## The question

A bcc crystal stretched along one cube axis at fixed volume turns into an fcc crystal, along what is called the Bain path. The LDA scan below follows this path for aluminium, with one row between the two structures hidden. How well can its energy and pressure be forecast from symmetry and the neighbouring rows?

Tetragonal deformation of bcc Al along [001] at a fixed 16.12 Å³/atom (bcc edge 3.182 Å, not relaxed), computed with Ansatz 0.2.0 in scalar-relativistic plane-wave PAW with LDA, no spin polarisation, a 420 eV cutoff, a 24×24×24 k mesh and 0.15 eV Gaussian smearing. Energies are free energies relative to bcc; pressure is positive in compression.

| axial ratio (over its starting value) | energy change (meV/atom) | pressure (GPa) |
| --- | --- | --- |
| 0.65 | 171.3 | 8.64 |
| 0.707 | 33.9 | 3.98 |
| 0.78 | -19.1 | 1.41 |
| 0.85 | -19.8 | 0.57 |
| 0.92 | -7.0 | 0.40 |
| 1 | 0.0 | 0.43 |
| 1.1 | -13.4 | 0.26 |
| 1.2 | -52.6 | -0.31 |
| 1.3 | ? | ? |
| 1.414 | -96.7 | -1.61 |

The axial ratio $r$ is $c/a$ of the body-centred cell, so that at fixed volume $a=a_0r^{-1/3}$ and $c=a_0r^{2/3}$, with $a_0$ the bcc edge. The energy change $E$ is counted per atom from bcc, and the pressure $P$ is positive in compression. Only $r=1$ has the bcc space group, Im-3m. The row at $1.414\approx\sqrt2$ is fcc with an edge of 4.01 Å, and all other rows are body-centred tetragonal.

## What symmetry fixes

Let $x=\ln r$, which gives strains $(-x/3,-x/3,2x/3)$ that sum to zero. In a cubic crystal the three axes are equivalent, so the term of the energy linear in strain is proportional to that sum and vanishes. Hence $dE/dx=0$ at bcc and, by the same argument, at fcc. The quadratic term near either point is $\tfrac23C'Vx^2$, with $x$ counted from that point, $V$ the atomic volume and $C'=(C_{11}-C_{12})/2$ the tetragonal shear constant.

Symmetry makes these points stationary but leaves open whether they are minima. The table shows bcc to be a maximum: both adjacent rows are negative, and quadratic and cubic terms through them give $C'\approx-18$ GPa. Bcc aluminium therefore shears spontaneously, and fcc, its known stable structure, lies 96.7 meV/atom lower. The starting cell was not relaxed, but its pressure of 0.43 GPa is small against this $C'$.

The zero slope holds at every volume, and $P=-\partial E/\partial V$, so $dP/dx=-\partial(dE/dx)/\partial V$ vanishes at both cubic points too. The table agrees with this at bcc, where 0.43 GPa is flanked by the lower values 0.40 and 0.26 GPa.

## Why aluminium slides to fcc

An Ewald sum for point ions of charge 3 in a uniform background is positive in both rows next to bcc, by roughly ten meV/atom. Bare electrostatics thus makes bcc a minimum, and the downhill drive in the table comes from the electrons that this model leaves out.

Nearly-free-electron theory argues how, though the scan does not test it. Each reciprocal lattice vector $G$ lowers the energy by the square of the screened ion potential at that $G$, times a weight that falls as $G$ grows. For aluminium this potential passes through zero somewhere between 0.7 and 0.8 of the Fermi-sphere diameter $2k_F$ (a rough, recalled range). Bcc has all twelve of its shortest vectors at $0.79\times2k_F$, where they gain little. The strain splits this shell and moves four of them out to 0.89 in fcc, where two more join them from beyond $2k_F$.

On the flattened side the point-ion energy climbs from 221.2 to 1046.7 meV/atom as the contact along the axis shortens from 2.70 Å at $r=0.78$ to 2.39 Å at the first row. The electrons cancel most of this climb but not all of it, so the energy turns upward again and leaves a dip. Parabolas through the rows nearby place it near 0.82, and the stresses computed along with rows 0.78 and 0.85 push the cell towards it from both sides. Each atom has ten equal neighbours at almost that ratio, but a link to the dip is a guess. The dip lies well above fcc and is a minimum along this one path, which does not make it a metastable phase.

## The model

With $t=x/x_{\rm fcc}$ running from 0 at bcc to 1 at fcc, a curve with both zero slopes is

$$y=y_{\rm bcc}+\Delta y\,(3t^2-2t^3)+t^2(1-t)^2(\alpha+\beta t),$$

where $y$ is $E$ or $P$ and $\Delta y$ its bcc-to-fcc change. The cubic part has no free parameter. The last term alters neither end values nor end slopes, and rows 1.1 and 1.2 fix $\alpha$ and $\beta$ exactly, so this quintic is an interpolation with no row to spare. No row below $r=1$ enters it, and there it fails, lying 19.8 meV/atom above the table already at 0.92.

The estimate for $r=1.3$, a row outside the fit, runs as follows, in meV/atom:

1. $t=\ln r/\ln1.414$ is 0.275, 0.526 and 0.757 for $r=1.1$, 1.2 and 1.3.
2. $3t^2-2t^3$ is 0.1854, 0.5394 and 0.852, so the cubic gives $-17.93$, $-52.16$ and $-82.4$.
3. Table minus cubic is $+4.53$ and $-0.44$ for the two known rows.
4. Division by $t^2(1-t)^2=0.0398$ and 0.0622 gives $\alpha+\beta t=114$ and $-7$.
5. Extending that line gives $-7-(121/0.251)(0.231)=-118$, and the weight $0.757^2\times0.243^2=0.0338$ turns it into $-4.0$.
6. The sum is $-82.4-4.0=-86.4$.

## Forecast and error bar

The bar is the larger departure of two variants from the quintic: the bare cubic, and a sextic that also passes through row 0.92 and gives $-88.5$. A leave-one-out test supports its size. Row 1.2 predicted from row 1.1 alone is missed by 7.5 meV/atom, and the weight of the correction term at the hidden row is about half as large, which leaves about 4.

A rough check starts from the fcc end and takes the step as harmonic, with a recalled $C'$ of 23 GPa. The step is $\ln(1.414/1.3)=0.0841$ and $V\times1$ GPa is 100.5 meV, so $\tfrac23\times23\times100.5\times0.0841^2=10.9$ meV/atom above fcc, or $-85.8$.

The forecast energy is **−86 ± 4 meV/atom**, between rows 1.2 and 1.414 and much nearer fcc, with no barrier or extra minimum. The forecast pressure is **−1.1 ± 0.2 GPa**, having covered less of its bcc-to-fcc change than the energy has, as at row 1.2 (36 % against 54 %).

## The computed row

The withheld rows as computed:

| axial ratio (over its starting value) | energy change (meV/atom) | pressure (GPa) |
| --- | --- | --- |
| 1.3 | -86.4 | -1.09 |

Both values fall inside their bars, and the quintic matches them within what the rounding of the table allows, about 0.1 meV/atom and 0.01 GPa. The pressure lags as forecast, with 75 % of its change done against 89 % for the energy. One row cannot exclude structure between sampled points, but the energy falls from each row to the next between bcc and fcc. All residuals stand in the output after this text.

The pressure hit was earned. Its factor $\alpha+\beta t$ changes little between rows 1.1 and 1.2, so the leave-one-out test missed by only 0.03 GPa, and row 0.92 lies almost on the same line, so the sextic agreed with the quintic. The bar was too wide, being set by the bare cubic, which misses by 0.22 GPa because it has no way to lag.

The energy hit is closer than the model could promise. The quintic implies $C'=-5$ GPa at bcc against $-18$ GPa from the adjacent rows, so it is too flat there. At fcc it implies 7 GPa, where the revealed row would give 22 GPa if its step were harmonic. But the stress computed for that row, which the table does not show, gives a slope close to the quintic's and steeper than a harmonic step would have. The curvature at fcc thus stays open, and the harmonic check owed part of its success to luck. A curve can be good between its ends and poor at one of them, so this close hit is no reason to shrink the bar.

The variants miss in understandable directions. The cubic lies 4.0 meV/atom too high, because it forces equal and opposite curvatures of 36 GPa on both ends and so climbs too fast out of fcc. The sextic lies 2.1 meV/atom too low, and it even makes fcc a local maximum: a row from beyond bcc improved that end and spoiled the other. These differences measure the interpolation of this calculation and not its accuracy against nature. Extrapolating the energies to zero smearing moves no row by more than half a meV/atom relative to bcc, but the mesh and the use of LDA on PBE datasets were not tested.

## A neighbouring metal

The two zero slopes belong to the path and hold for any element whose electrons and magnetic order keep the cubic symmetry at those points, while the signs of the curvatures belong to the electrons. A strongly bcc transition metal such as tungsten reverses the picture, with a minimum at bcc and a maximum at fcc, and the cubic with $\Delta y$ positive is a first guess for the energy between them. A metal in which both structures resist the shear has a barrier between them, which the cubic cannot produce and the correction term must supply. Whether the rows next to each cubic point lie above or below that point in energy tells which case is at hand.

Numerical output:

```
E in meV/atom, P in GPa, lengths in A; miss = model - table; quintic passes through 1, 1.1, 1.2, 1.414
ratio    a     c   d(8) point-ion      E cubic miss quintic miss     P cubic miss quintic miss
0.650  3.67  2.39  2.86   1046.7    171.3    -991.8      5588.9     8.64   -25.52     -11.19
0.707  3.57  2.53  2.82    560.4     33.9    -518.4      2403.6     3.98   -13.77      -4.21
0.780  3.46  2.70  2.79    221.2    -19.1    -201.5       696.5     1.41    -5.63      -1.06
0.850  3.36  2.86  2.77     71.8    -19.8     -64.0       160.4     0.57    -1.91      -0.21
0.920  3.27  3.01  2.76     13.9     -7.0     -12.5        19.8     0.40    -0.38      -0.02
1.000  3.18  3.18  2.76      0.0      0.0       0.0         0.0     0.43     0.00       0.00
1.100  3.08  3.39  2.76      6.8    -13.4      -4.5         0.0     0.26    -0.21      -0.00
1.200  2.99  3.59  2.78     11.9    -52.6       0.4         0.0    -0.31    -0.36      -0.00
1.414  2.83  4.01  2.83      4.6    -96.7       0.0         0.0    -1.61     0.00       0.00
bcc C' from rows 0.92 and 1.1 (x^2 and x^3 terms): -18 GPa; V = 16.11 A^3, 1 GPa = 100.5 meV/atom
C' implied by cubic: bcc -36 GPa, fcc 36 GPa
C' implied by quintic: bcc -5 GPa, fcc 7 GPa
C' implied by sextic: bcc -16 GPa, fcc -17 GPa
share of bcc-to-fcc change at 1.1: t 28 %, E 14 %, P 8 %
share of bcc-to-fcc change at 1.2: t 53 %, E 54 %, P 36 %
row 1.2 predicted from row 1.1 alone: E miss 7.5 meV/atom, P miss -0.03 GPa
dip by parabola through 0.707, 0.78, 0.85: ratio 0.82, E -25 meV/atom
dip by parabola through 0.78, 0.85, 0.92: ratio 0.82, E -21 meV/atom
ten equal neighbours at ratio 0.816; rows 0.78 and 0.85 differ by 0.7 meV/atom; row 0.85 above fcc by 76.9
rough P^2 V/2B (recalled B), meV/atom: 0.65: 47, 0.707: 10, 1.0: 0, 1.414: 2
G/2kF: bcc 12 at 0.79, 6 at 1.12; fcc 8 at 0.77, 6 at 0.89; G(002) = 2kF at ratio 1.18
withheld ratio 1.3: t 0.757, a 2.92, c 3.79, d(8) 2.80 A, point-ion 9.0 meV/atom
harmonic step from fcc with recalled C' 23 GPa: -85.8 meV/atom
E prediction -86.38 +- 4.00 meV/atom (cubic -82.38, sextic -88.49; table rounding moves it by 0.13)
E computed -86.40 meV/atom, miss +0.02 = 0.01 of the bar (cubic +4.02, sextic -2.09)
P prediction -1.09 +- 0.21 GPa (cubic -1.31, sextic -1.09; table rounding moves it by 0.01)
P computed -1.09 GPa, miss -0.00 = 0.02 of the bar (cubic -0.22, sextic -0.00)
computed share of change: E 89 %, P 75 %; above fcc by 10.3 meV/atom
fcc C' if that step were harmonic: 22 GPa
```
